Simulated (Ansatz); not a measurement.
# Work function of unrelaxed Cu(100) films from 1 to 13 layers with PBE

The quantity calculated is the work function Φ of free-standing Cu(100) films, that is, the vacuum level outside the slab less the Fermi level. The question is how Φ approaches its thick-film value as layers are added. The answer matters for contacts and electron emitters, where Φ enters the barrier that an electron has to cross, and for surface calculations, where a slab of a few layers stands in for a thick crystal. The atoms keep their bulk places, so only the number of layers changes along the series. The differences in the last column are taken against the 13-layer slab, which is the thickest film here and not the infinite crystal.

## Method

Ansatz 0.2.0, plane-wave Kohn-Sham DFT with its default PAW datasets at a cutoff of 420 eV. Symmetric 1×1 slabs of 1 to 13 layers are cut at the tabulated measured lattice constant with atoms at bulk places and 18 Å of vacuum. In-plane k-spacing 0.15 Å⁻¹ (2π included), Fermi-Dirac smearing of 0.1 eV, dipole correction on. Spin-paired. Scalar-relativistic, no spin-orbit coupling. PBE. The crystal is fcc; the mesh is the same for all thicknesses of a face.

Notes on method and selection:

- Confinement between the two faces quantises the states along the normal, so values can oscillate with thickness.
- The atoms are not relaxed; free films of one to three layers would take another lattice constant.
- Runs in which the search for lower states was switched off are not listed.
- Work functions and vacuum levels are read from the electrostatic potential (Hartree and local ionic parts), which a warning of a rough exchange-correlation potential in thin density does not concern.
- Runs that did not converge, have known faults or may not be shown are not listed, and runs on Ansatz's PAW sets soft_1 and soft_2 are kept to separate tables.

Columns:

- layers: number of atomic layers.
- thickness (Å): distance between the outermost atomic planes.
- Φ (eV): work function: vacuum level outside the slab less the Fermi level.
- ΔΦ to thickest (eV): work function less that of the thickest slab of the same face.

## The series

| member | layers | thickness (Å) | Φ (eV) | ΔΦ to thickest (eV) |
| --- | --- | --- | --- | --- |
| 1 layer | 1 | 0.00 | 4.986 | 0.4348 |
| 2 layers | 2 | 1.80 | 4.698 | 0.1466 |
| 3 layers | 3 | 3.61 | 4.625 | 0.0745 |
| 4 layers | 4 | 5.41 | 4.570 | 0.0190 |
| 5 layers | 5 | 7.22 | 4.516 | −0.0351 |
| 6 layers | 6 | 9.02 | ? | ? |
| 7 layers | 7 | 10.83 | 4.541 | −0.0104 |
| 8 layers | 8 | 12.63 | 4.568 | 0.0167 |
| 10 layers | 10 | 16.25 | 4.569 | 0.0183 |
| 13 layers | 13 | 21.66 | 4.551 | 0.0000 |

Cells marked ? are withheld until the estimate has been made.

## Interpretation

The approach has two stages. From one to five layers Φ falls at every step, by 4.986 − 4.516 = 0.470 eV in total, and the first added layer alone accounts for 4.986 − 4.698 = 0.288 eV of this. From five layers on, the tabulated values stay within 4.569 − 4.516 = 0.053 eV of one another but do not settle from one side: the films of five and seven layers lie below the 13-layer slab, those of eight and ten above it.

The work function can be written as Φ = D − μ, where D is the rise of the electrostatic potential from the film's interior to the vacuum and μ is the Fermi level measured from the mean interior potential. Both terms depend on thickness when the film is thin. Confinement alone raises the occupied levels and with them μ, which would lower Φ. The high value of the single layer therefore calls for an opposing effect. Bands narrowed by the loss of neighbours above and below, or a larger D, could supply it. The single layer is also held at the in-plane spacing of the bulk, wider than it would choose if free, and this strain may contribute to the excess.

The changes of sign in thicker films are what quantised states along the normal would produce. Each added layer shifts these states relative to the Fermi level, and their filling alters both μ and the charge that spills out at the faces. For Cu(100) the shape of the bulk Fermi surface gives two periods, roughly six layers and between two and three layers. The low value at five layers and the higher ones at eight and ten are compatible with such an oscillation, though the rows are too few to fix a period.

A slab of about five layers thus gives Φ to within a few hundredths of an eV of the 13-layer value, and one further layer need not bring it closer.

## An estimate before looking

Plain estimates from the members shown:

- 6 layers, straight-line interpolation between 5 layers and 7 layers: w = (6 − 5) / (7 − 5) = 0.500, so 4.516 + 0.500 × (4.541 − 4.516) = 4.529 eV

The six-layer film lies in the range where the steep initial fall is over and the oscillation remains. Its two neighbours are both tabulated, so the straight line between five and seven layers is the natural route: (4.516 + 4.541) / 2 = 4.529 eV.

The same route can be tried on the inner members from three layers up, each estimated from its nearest shown neighbours on either side. Calculated less interpolated, the misses are −0.009 eV for three layers, −0.001 for four, −0.044 for five, −0.010 for seven, 0.018 for eight and 0.008 for ten. Their root mean square is 0.020 eV, which is taken as the error bar. The largest miss falls on the five-layer film, where the line has to span three layers and passes over the dip.

A smooth minimum near five or six layers would place the six-layer value somewhat below the line. The shorter of the two oscillation periods, however, is hardly sampled by these rows and could move a single film either way. No shift is therefore applied. The estimate lies about 0.02 eV below the 13-layer slab, a difference about as large as its own uncertainty.

**Committed estimate, 6 layers: Φ = 4.53 ± 0.02 eV.**

## Check

| member | layers | thickness (Å) | Φ (eV) | ΔΦ to thickest (eV) |
| --- | --- | --- | --- | --- |
| 6 layers | 6 | 9.02 | 4.534 | −0.0173 |

| member | estimate | Φ (eV) | computed | estimate − computed | miss in error bars |
| --- | --- | --- | --- | --- | --- |
| 6 layers | committed | 4.530 | 4.534 | −0.004 | 0.2 |
| 6 layers | interpolation | 4.529 | 4.534 | −0.005 |  |

The six-layer film has Φ = 4.534 eV. The estimate of 4.53 ± 0.02 eV is 0.004 eV too low, well inside its error bar. It is the straight-line interpolation, rounded, so it is neither better nor worse than that plain estimate.

The choice to apply no shift held. A smooth minimum near five or six layers would have put the film below the line between its neighbours, but it lies 0.005 eV above, too little to carry a meaning. Five layers remains the lowest value in the table.

With this row filled, the films from five to eight layers form an unbroken run, and Φ rises at each step, by 0.018, 0.007 and 0.027 eV. Half of a six-layer oscillation would rise in this way, but the ten-layer film speaks against that period on its own. With a minimum at five layers the next would come at 5 + 6 = 11, so ten layers should give a low value; instead it gives the highest from five layers up. The shorter period, between two and three layers, is not excluded by the rise: on top of a slower change it can show as uneven steps, and these steps are uneven.

Ahead of the estimate I called the low value at five layers and the higher ones at eight and ten compatible with the expected oscillation. For the six-layer period alone that is wrong, and for both periods together it says very little. A mean value with an amplitude and a phase for each period makes 1 + 2 × 2 = 5 free constants, against six films from five layers up, so even a good match would hardly be a test. The series shows that Φ does not settle from one side, but it identifies neither period.

## Departures from the trend

The single layer stands farthest from the rest, 0.435 eV above the 13-layer slab, followed by the two-layer film at 0.147 eV and the three-layer film at 0.075 eV. All three deviate upwards, and the excess shrinks with each added layer. The single layer has no interior at all: each atom has lost its neighbours above and below, and both faces belong to the same atomic plane. Narrower bands, with a lower Fermi level relative to the mean potential, are a possible cause of the right sign.

Whether the in-plane strain adds to the excess cannot be read from these rows: no film at another spacing is tabulated, and the sign of its contribution is open.

Among the thicker films the five-layer one deviates most, at 0.035 eV below the 13-layer slab. The six-layer film lies 0.017 eV below it and the seven-layer film 0.010 eV, so the dip is shared by neighbours and does not look like the fault of one run. Quantised states along the normal are a possible reason, but the rows do not confirm it, since neither expected period can be identified in them. So small a difference may also come, in part or in whole, from the k-mesh and the smearing: the levels that cross the Fermi energy change with every layer, and neither setting is varied here.

## Against measurement

| member | quantity | measured | computed | computed − measured | conditions | source |
| --- | --- | --- | --- | --- | --- | --- |
| 13 layers | Φ (eV) | 4.73 | 4.551 | −0.179 | compiled values differ between sources by a tenth of an eV or more; compiled experimental value; Cu(100) single-crystal face | [1] |

Sources:

[1] "Anisotropic work function of elemental crystals" (2019, arXiv:1902.07811)

Only the 13-layer slab has a measured counterpart, a compiled value of 4.73 eV for the (100) face of a single crystal. The computed value is lower by 0.179 eV, or 0.179 / 4.73 = 3.8 %. Compiled values differ between sources by a tenth of an eV or more, so much of this gap could lie on the measured side. PBE often gives metal work functions that are too low by one to a few tenths of an eV, which is compatible with the difference found, but a single compiled value does not settle the sign of the error for this face.

Film thickness is not the main cause. The highest value from five layers up, at ten layers, is still 4.73 − 4.569 = 0.161 eV below the measured one. Relaxation of the outer planes is left out as well, and for a densely packed metal face such as this it would be expected to change Φ by a few hundredths of an eV.

The two-layer film, at 4.698 eV, comes closest to the measured value, but it is no better model of a thick crystal: its excess over the thicker slabs merely offsets the gap. The change of Φ with thickness is not compared with experiment here.

## Closing remarks

For unrelaxed Cu(100) films in PBE, every tabulated slab of four or more layers gives Φ within about 0.04 eV of the 13-layer value. A slab 5.41 Å, or about 0.5 nm, thick is therefore enough to match the 13-layer slab to 0.04 eV. For a finer value, adding one layer is not a safe route, because the approach is not one-sided. Averaging over several thicknesses removes an oscillation only if the films cover whole periods, and this series fixes no period. The k-mesh and the smearing would have to be tested as well. A missing film between tabulated neighbours can typically be interpolated to about 0.02 eV, though from five layers up this error is about as large as the scatter of the values themselves; the thinnest films, where Φ falls steeply, should be calculated directly.

Two effects that this series does not vary can exceed the 0.053 eV spread of the films from five layers up. The error of the functional is typically one to a few tenths of an eV, usually towards low Φ. Adsorbates on a real surface can matter more: oxygen commonly raises Φ by some tenths of an eV, while alkali atoms can lower it by more than 1 eV.

[On method and selection: Error sizes named in these notes are rules of thumb and were not measured on these runs. The default PAW datasets of this version of Ansatz are the set soft_2.]
